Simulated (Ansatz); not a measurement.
A family of molecules: the atomisation energy (no zero-point term)

One atom is swapped for its congeners: C2H5FSn `C[CH2][Sn][F]`; C2H5ClSn `C[CH2][Sn][Cl]`; C2H5BrSn `C[CH2][Sn][Br]`. All are singlets with charge 0.

Shapes, held fixed at every level: PBE0-D4/def2-TZVP. Flexible molecules stand in one conformer, not always the lowest. Programs: Ansatz 0.2.0. Values in eV.

```
                level  C2H5FSn  C2H5BrSn
        HF/def2-TZVPP    24.57     23.76
    PBE-D4/def2-TZVPP    34.37     32.78
  B3LYP-D4/def2-TZVPP    33.72     32.21
r2SCAN0-D4/def2-TZVPP    33.14     31.90
       MP2/def2-TZVPP    33.32     31.76
     CCSD(T)/def2-SVP    31.81     30.48
   CCSD(T)/def2-TZVPP    32.90     31.46
```

**Question.** Estimate the column for C2H5ClSn from its neighbours.

**Answer.** The mean of the neighbours at CCSD(T)/def2-TZVPP is 32.18 eV, against 31.84 from the run: the member lies nearer Br. All rows: HF/def2-TZVPP 24.11; PBE-D4/def2-TZVPP 33.20; B3LYP-D4/def2-TZVPP 32.62; r2SCAN0-D4/def2-TZVPP 32.28; MP2/def2-TZVPP 32.16; CCSD(T)/def2-SVP 30.79; CCSD(T)/def2-TZVPP 31.84 eV. At CCSD(T)/def2-TZVPP the atomisation energy falls at every step, from 32.90 to 31.46 eV. Every level shows the same order. For atoms past krypton def2 sets carry core potentials with scalar relativity. Relativity is left out for Br unless named. Correlated rows may include outer-core shells of Br, Sn, which these sets cover unevenly. Spin-orbit coupling, which grows down the group, is left out (summed over each molecule's free atoms 0.33, 0.35, 0.47 eV).

The ethyl group and divalent tin are common to all three molecules, so the fall in atomisation energy from fluoride to bromide mainly tracks the weakening Sn–X bond. Fluorine's compact valence shell and high electronegativity give a short, strongly polar bond with a large electrostatic contribution. Chlorine and bromine are closer to each other in size and electronegativity, partly because the filled 3d shell screens bromine's nuclear charge poorly. The larger step therefore comes between fluoride and chloride at every level, and the neighbour mean of 32.18 eV overshoots the computed 31.84 eV.

Hartree–Fock keeps the order but greatly compresses that first step. Correlation thus favours the fluoride most, probably because charge transfer to fluorine creates a compact, nearly closed shell with strong pair correlation that the free atom lacks. Total atomisation energies measure binding relative to free atoms; they do not show how readily these stannylenes dimerise or insert into other bonds, reactions governed largely by the tin lone pair and vacant 5p orbital.
